**Stepped cutoff convergence of a silicon Troullier–Martins pseudo-atom**

The table holds the excess of the 3s and 3p levels over their 400 Ry values as a function of the spherical-Bessel cutoff, for one norm-conserving Si potential (ld1.x, non-relativistic LDA-PZ, radii 1.45 and 1.75 bohr, p local). The program fits a power law and an exponential in q = √cutoff to the s excess, prints local slopes with their rounding ranges, and rebuilds the Fourier–Bessel transform φ(q) from the printed pseudo waves to evaluate ∫(q² − ε)φ² dq above each cutoff. The s excess stalls over 15–21, 40–50 and 80–100 Ry and swings by about a third around the exponential. The rebuilt 3s transform has zeros at 17, 47 and 90 Ry, and its tail integral is 0.98 to 1.17 times the table with five outer terms and 0.76 to 1.19 with four, with nothing fitted to the convergence data. The zeros are spaced more widely than π/r_c, the rebuilt 3s wave deviates from the printed points by more than their rounding, and a rigid scaling by the radii (a factor 1.46 in cutoff) falls far short of the s–p gap.

Calculated values. Silicon pseudo-atom from ld1.x 7.5 in non-relativistic LDA (Perdew-Zunger), with a separable Troullier-Martins potential: [Ne] core, valence 3s² 3p², radii 1.45 (s) and 1.75 bohr (p), p channel local. Levels are solved in the fixed reference potential with spherical Bessel functions (20 bohr box) and given relative to 400 Ry; the sum is weighted by occupation.

## Program and output

```python
# Table: ld1.x Si Troullier-Martins pseudo-atom (LDA-PZ, non-relativistic): level excess (mRy) over 400 Ry vs Bessel cutoff.
# Tested: smooth decay laws, size of the steps, and the high-q tail of the transform of the printed pseudo waves.
T = {
    'cutoff': [10, 15, 21, 30, 40, 50, 60, 80, 100, 140, 200],  # Ry
    'sum_of_levels_error': [34.14, 17.02, 15.22, 7.14, 1.78, 1.54, 1.12, 0.22, 0.16, 0.02, 0.0],  # mRy
    'lowest_s_level_excess': [16.69, 8.3, 7.46, 3.48, 0.87, 0.76, 0.55, 0.11, 0.08, 0.01, 0.0],  # mRy
    'lowest_p_level_excess': [0.38, 0.21, 0.15, 0.09, 0.02, 0.01, 0.01, 0.0, 0.0, 0.0, 0.0],  # mRy
}
import numpy as np
from scipy.special import spherical_jn
E, S, s, p = [np.array(T[k], float) for k in ('cutoff', 'sum_of_levels_error', 'lowest_s_level_excess', 'lowest_p_level_excess')]
q = np.sqrt(E); h = 0.005; n = 9
# settings and further outputs of the same run: radii, box, levels (Ry), pseudo waves at r = 0.175*k bohr
rs, rp, box, es, ep = 1.45, 1.75, 20.0, -0.79662, -0.30705
rw = 0.175*np.arange(1, 14)
us = np.array([.0551, .1122, .1742, .2461, .3358, .4476, .568, .6639, .7177, .7363, .7286, .7025, .6641])
up = np.array([.0122, .0475, .1024, .1717, .2499, .3318, .4124, .486, .5459, .5873, .6108, .6199, .6176])
print("max |sum-2s-2p| %.3f mRy; s share at 10 Ry %.1f%%; rounding +-%.3f mRy" % (abs(S-2*s-2*p).max(), 200*s[0]/S[0], h))
a = np.polyfit(np.log(E[:n]), np.log(s[:n]), 1); b = np.polyfit(q[:n], np.log(s[:n]), 1)
mp, me = np.exp(np.polyval(a, np.log(E))), np.exp(np.polyval(b, q))
print("s power law, 10-100 Ry: %.0f*E^%.2f mRy, rms of ln ratio %.2f" % (np.exp(a[1]), a[0], np.std(np.log(s/mp+1e-30)[:n])))
print("s exponential: %.0f*exp(%.3f q) mRy, rms of ln ratio %.2f" % (np.exp(b[1]), b[0], np.std(np.log(s/me+1e-30)[:n])))
print("E/Ry  q/bohr^-1  s  s/power  s/exp  s-exp/mRy  rounding% (140 not fitted)")
for i in range(n+1):
    print("%4d %5.2f %6.2f %5.2f %5.2f %+6.2f %5.1f" % (E[i], q[i], s[i], s[i]/mp[i], s[i]/me[i], s[i]-me[i], 100*h/s[i]))
sl = lambda y, i, d: np.log((y[i]+d)/(y[i+1]-d))/np.log(E[i+1]/E[i])
print("interval: s fall %, -dln s/dln E [range], mRy per bohr^-1, functions added; p slope")
for i in range(n):
    ps = "%.1f [%.1f,%.1f]" % (sl(p, i, 0), sl(p, i, -h), sl(p, i, h)) if i < 4 else "at print limit"
    print("%d-%d: %.0f%%, %.2f [%.2f,%.2f], %.3f, %.1f; %s" % (E[i], E[i+1], 100*(1-s[i+1]/s[i]), sl(s, i, 0), sl(s, i, -h),
          sl(s, i, h), (s[i]-s[i+1])/(q[i+1]-q[i]), (q[i+1]-q[i])*box/np.pi, ps))
mid = np.array([(q[i]+q[i+1])/2 for i in (1, 4, 7)])
print("slow s intervals, mid q %.2f %.2f %.2f; spacings %.2f %.2f; pi/rs %.2f bohr^-1" % (*mid, *np.diff(mid), np.pi/rs))
c = np.polyfit(np.log(E[:4]), np.log(p[:4]), 1)
print("p power law 10-30 Ry: exponent %.2f, gives %.3f at 40 Ry, table %.2f mRy" % (c[0], np.exp(np.polyval(c, np.log(E[4]))), p[4]))
print("(rp/rs)^2 = %.2f; s/p at 10 Ry %.0f; s(15)/p(10) %.0f; s(40)/p(10) %.1f" % ((rp/rs)**2, s[0]/p[0], s[1]/p[0], s[4]/p[0]))
print("3s/r at 0.175, 1.4 bohr: %.3f %.3f; 3p/r^2: %.3f %.3f" % (us[0]/rw[0], us[7]/rw[7], up[0]/rw[0]**2, up[7]/rw[7]**2))
dr, dq = 0.01, 0.02
r = dr*np.arange(1, 3001); k = np.arange(2, 20, dq)
def rebuild(u, l, rc, eps, npow):
    kap = np.sqrt(-eps)*rc; pin = np.arange(0., 14, 2); po = -np.arange(float(npow))
    def basis(x):
        i = (x < 1)[:, None]; y = x[:, None]
        return np.hstack([y**pin*i, y**po*~i, np.log(y)*~i]), np.where(x < 1, 0, -kap*x)
    ff = lambda v, m: [np.prod(z-np.arange(m)) for z in v]
    C = np.array([ff(pin, m)+[-z for z in ff(po, m)]+[-[0, 1, -1, 2, -6][m]] for m in range(5)], float)
    w = 1e3/np.linalg.norm(C, axis=1); d = np.array([-kap, -kap, 0, 0, 0])
    B, f = basis(rw/rc); g = np.log(u/rw**(l+1))-f
    x = np.linalg.lstsq(np.vstack([B*u[:, None], C*w[:, None]]), np.r_[g*u, d*w], rcond=None)[0]
    G, F = basis(r/rc); U = r**(l+1)*np.exp(G@x+F)
    phi = np.sqrt(2/np.pi)*k*(spherical_jn(l, np.outer(k, r))@(U*r))*dr
    z = k[:-1][phi[:-1]*phi[1:] < 0]; z = z[z < 11]
    print("l=%d, %d tail terms: misfit %.5f (rounding 0.00005), norm %.3f, zeros/Ry: %s" % (l, npow+1,
          abs(u*(B@x-g)).max(), (U**2).sum()*dr, " ".join("%.0f" % v for v in z**2) or "none"))
    return np.array([1e3*dq*((k**2-eps)*phi**2)[k > v].sum() for v in q[:n]])
R = [rebuild(*w, m) for w in ((us, 0, rs, es), (up, 1, rp, ep)) for m in (3, 4)]
print("E/Ry | s table, tail integral 4, 5 terms, ratios tail/table | p table, 4, 5 terms (mRy)")
for i in range(n):
    print("%4d | %5.2f %6.2f %6.2f %5.2f %5.2f | %4.2f %5.2f %5.2f" % (E[i], s[i], R[0][i], R[1][i],
          R[0][i]/s[i], R[1][i]/s[i], p[i], R[2][i], R[3][i]))
assert abs(S-2*s-2*p).max() < 0.021
assert np.all(np.diff(s) <= 0) and np.all(np.diff(p) <= 0)
assert all(sl(s, i, h) < min(sl(s, i-1, -h), sl(s, i+1, -h)) for i in (1, 4, 7))
assert s[4] > p[0]
```

It prints:

```
max |sum-2s-2p| 0.000 mRy; s share at 10 Ry 97.8%; rounding +-0.005 mRy
s power law, 10-100 Ry: 6882*E^-2.40 mRy, rms of ln ratio 0.40
s exponential: 234*exp(-0.816 q) mRy, rms of ln ratio 0.26
E/Ry  q/bohr^-1  s  s/power  s/exp  s-exp/mRy  rounding% (140 not fitted)
  10  3.16  16.69  0.61  0.94  -1.03   0.0
  15  3.87   8.30  0.80  0.84  -1.62   0.1
  21  4.58   7.46  1.61  1.34  +1.90   0.1
  30  5.48   3.48  1.77  1.30  +0.80   0.1
  40  6.32   0.87  0.88  0.65  -0.47   0.6
  50  7.07   0.76  1.31  1.04  +0.03   0.7
  60  7.75   0.55  1.47  1.31  +0.13   0.9
  80  8.94   0.11  0.59  0.69  -0.05   4.5
 100 10.00   0.08  0.73  1.19  +0.01   6.2
 140 11.83   0.01  0.20  0.67  -0.01  50.0
interval: s fall %, -dln s/dln E [range], mRy per bohr^-1, functions added; p slope
10-15: 50%, 1.72 [1.72,1.73], 11.805, 4.5; 1.5 [1.4,1.6]
15-21: 10%, 0.32 [0.31,0.32], 1.184, 4.5; 1.0 [0.8,1.2]
21-30: 53%, 2.14 [2.13,2.14], 4.449, 5.7; 1.4 [1.2,1.7]
30-40: 75%, 4.82 [4.79,4.84], 3.080, 5.4; 5.2 [4.3,6.4]
40-50: 13%, 0.61 [0.55,0.66], 0.147, 4.8; at print limit
50-60: 28%, 1.77 [1.69,1.86], 0.311, 4.3; at print limit
60-80: 80%, 5.59 [5.41,5.79], 0.367, 7.6; at print limit
80-100: 27%, 1.43 [0.95,1.92], 0.028, 6.7; at print limit
100-140: 88%, 6.18 [4.78,8.42], 0.038, 11.7; at print limit
slow s intervals, mid q 4.23 6.70 9.47; spacings 2.47 2.77; pi/rs 2.17 bohr^-1
p power law 10-30 Ry: exponent -1.28, gives 0.063 at 40 Ry, table 0.02 mRy
(rp/rs)^2 = 1.46; s/p at 10 Ry 44; s(15)/p(10) 22; s(40)/p(10) 2.3
3s/r at 0.175, 1.4 bohr: 0.315 0.474; 3p/r^2: 0.398 0.248
l=0, 4 tail terms: misfit 0.00042 (rounding 0.00005), norm 1.015, zeros/Ry: 17 47 90
l=0, 5 tail terms: misfit 0.00012 (rounding 0.00005), norm 0.988, zeros/Ry: 17 47 90
l=1, 4 tail terms: misfit 0.00004 (rounding 0.00005), norm 1.010, zeros/Ry: 10 21 47 82
l=1, 5 tail terms: misfit 0.00004 (rounding 0.00005), norm 1.026, zeros/Ry: 10 21 47 81 121
E/Ry | s table, tail integral 4, 5 terms, ratios tail/table | p table, 4, 5 terms (mRy)
  10 | 16.69  19.93  19.45  1.19  1.17 | 0.38  0.43  0.44
  15 |  8.30   8.92   8.95  1.07  1.08 | 0.21  0.25  0.25
  21 |  7.46   8.08   8.18  1.08  1.10 | 0.15  0.17  0.17
  30 |  3.48   3.19   3.42  0.92  0.98 | 0.09  0.10  0.10
  40 |  0.87   0.79   0.93  0.90  1.07 | 0.02  0.02  0.02
  50 |  0.76   0.67   0.79  0.88  1.04 | 0.01  0.02  0.02
  60 |  0.55   0.47   0.57  0.85  1.03 | 0.01  0.01  0.01
  80 |  0.11   0.08   0.11  0.76  0.98 | 0.00  0.00  0.00
 100 |  0.08   0.07   0.08  0.82  1.05 | 0.00  0.00  0.00
```
